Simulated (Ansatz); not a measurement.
Level of theory: Ansatz 0.2.0, DFT PBE, scalar-relativistic, plane waves, PAW. Settings: cutoff 420 eV, Γ-centred meshes spaced at most about 0.3 Å⁻¹ (2π included), Gaussian smearing. No spin polarisation in the final relaxations.

These are static total energies at zero pressure.

Compare these two cells of AlTl2AuC6N6, each relaxed at this level.

1.

```
Al Tl C Au N
1.0
     0.00000    5.60350    5.60350
     5.60350    0.00000    5.60350
     5.60350    5.60350    0.00000
Al Tl C Au N
1 2 6 1 6
Direct
  0.50000 0.50000 0.50000
  0.25000 0.25000 0.25000
  0.75000 0.75000 0.75000
  0.78027 0.21973 0.21973
  0.21973 0.78027 0.21973
  0.21973 0.21973 0.78027
  0.21973 0.78027 0.78027
  0.78027 0.21973 0.78027
  0.78027 0.78027 0.21973
  0.00000 0.00000 0.00000
  0.67560 0.32440 0.32440
  0.32440 0.67560 0.32440
  0.32440 0.32440 0.67560
  0.32440 0.67560 0.67560
  0.67560 0.32440 0.67560
  0.67560 0.67560 0.32440
```

2.

```
Al Tl C Au N
1.0
    -4.06763    4.86395    4.97115
     4.06763   -4.86395    4.97115
     4.06763    4.86395   -4.97115
Al Tl C Au N
1 2 6 1 6
Direct
  0.95371 0.95371 0.00000
  0.95347 0.67297 0.28050
  0.39247 0.67297 0.71950
  0.69426 0.00988 0.68438
  0.74327 0.45433 0.71106
  0.16763 0.88337 0.71575
  0.32549 0.00988 0.31562
  0.16763 0.45188 0.28425
  0.74327 0.03222 0.28894
  0.61806 0.11806 0.50000
  0.75703 0.96196 0.79507
  0.81484 0.64078 0.82594
  0.09355 0.92108 0.82754
  0.16689 0.96196 0.20493
  0.09355 0.26601 0.17246
  0.81484 0.98890 0.17406
```

Problem. Which form is favoured at zero pressure, and by what margin per atom?

Solution. Cell 2 is lower, by 188 meV/atom. Cell 1 has space group Fm-3m (No. 225), 22.0 Å³/atom and a gap of 0.70 eV on its mesh; cell 2 has space group Imm2 (No. 44), 24.6 Å³/atom and a gap of 3.04 eV. The shortest distance is 1.17 Å (C–N) in cell 1 and 1.17 Å (C–N) in cell 2. The lower one is the more open, so pressure narrows the difference. Even the lower one lies +0.23 eV/atom against the reference forms of the elements (uncorrected), so neither is stable at this level. In cell 1, Al is surrounded by 6 N at 1.97 Å; around Tl lie 12 C at 3.98 Å and 12 N at 4.05 Å (long against covalent radii, as for large ions); around C lie 1 N at 1.17 Å, 1 Au at 2.46 Å, 1 Al at 3.14 Å, 4 C at 3.48 Å, 4 N at 3.71 Å and 4 Tl at 3.98 Å; Au is surrounded by 6 C at 2.46 Å; N has 1 C at 1.17 Å, 1 Al at 1.97 Å, 4 N at 2.78 Å, 1 Au at 3.64 Å, 4 C at 3.71 Å, 1 N at 3.94 Å and 4 Tl at 4.05 Å. In cell 2, around Al lie 6 N at 1.98–2.00 Å; around Tl lie 2 C at 2.76 Å, 1 N at 2.97 Å, 1 C at 3.37 Å and 4 N at 3.38–3.50 Å; C on its first site has 1 N at 1.18 Å and 1 Au at 2.09 Å; Au has 4 C at 2.09–2.12 Å; N on its first site is surrounded by 1 C at 1.18 Å, 1 Al at 2.00 Å, 4 N at 2.77–2.85 Å and 1 Tl at 2.97 Å; 4 more sites not described. Both come from invented guesses.

These runs have no spin–orbit coupling, which can matter for Au and Tl. Kohn–Sham gaps at this level usually fall short of measured ones. The missing spin–orbit coupling can work the other way here. A magnetic state wasn't ruled out in cells without spin, among them Fm-3m. Cells relaxed within their symmetry can be saddle points. The Imm2 cell of AlTl2AuC6N6 came from shaking the Fm-3m one.

The preference for the Imm2 cell probably comes mainly from gold. With intact cyanide, Tl(I) and Al(III), charge balance gives Au(I), a closed-shell d¹⁰ ion that gains little from octahedral coordination. The cubic framework nevertheless holds it among six carbons at 2.46 Å, too far for strong Au–C bonds. In the distorted cell gold keeps four carbons at 2.09–2.12 Å, arranged roughly tetrahedrally, while the other two cyanides stay bound to Al through nitrogen and turn their carbon ends towards Tl. Thallium thus gains closer contacts than the oversized cubic cavity allows, perhaps helped by its 6s² lone pair; the total energy doesn't separate this from the gain at gold. The wider gap fits the loss of the strained octahedral Au environment.

The positive energy against the elements partly reflects the great stability of N₂, and doesn't exclude a kinetically persistent cyanide. Since Au(I) usually favours linear dicyanide coordination, a still lower arrangement is plausible.
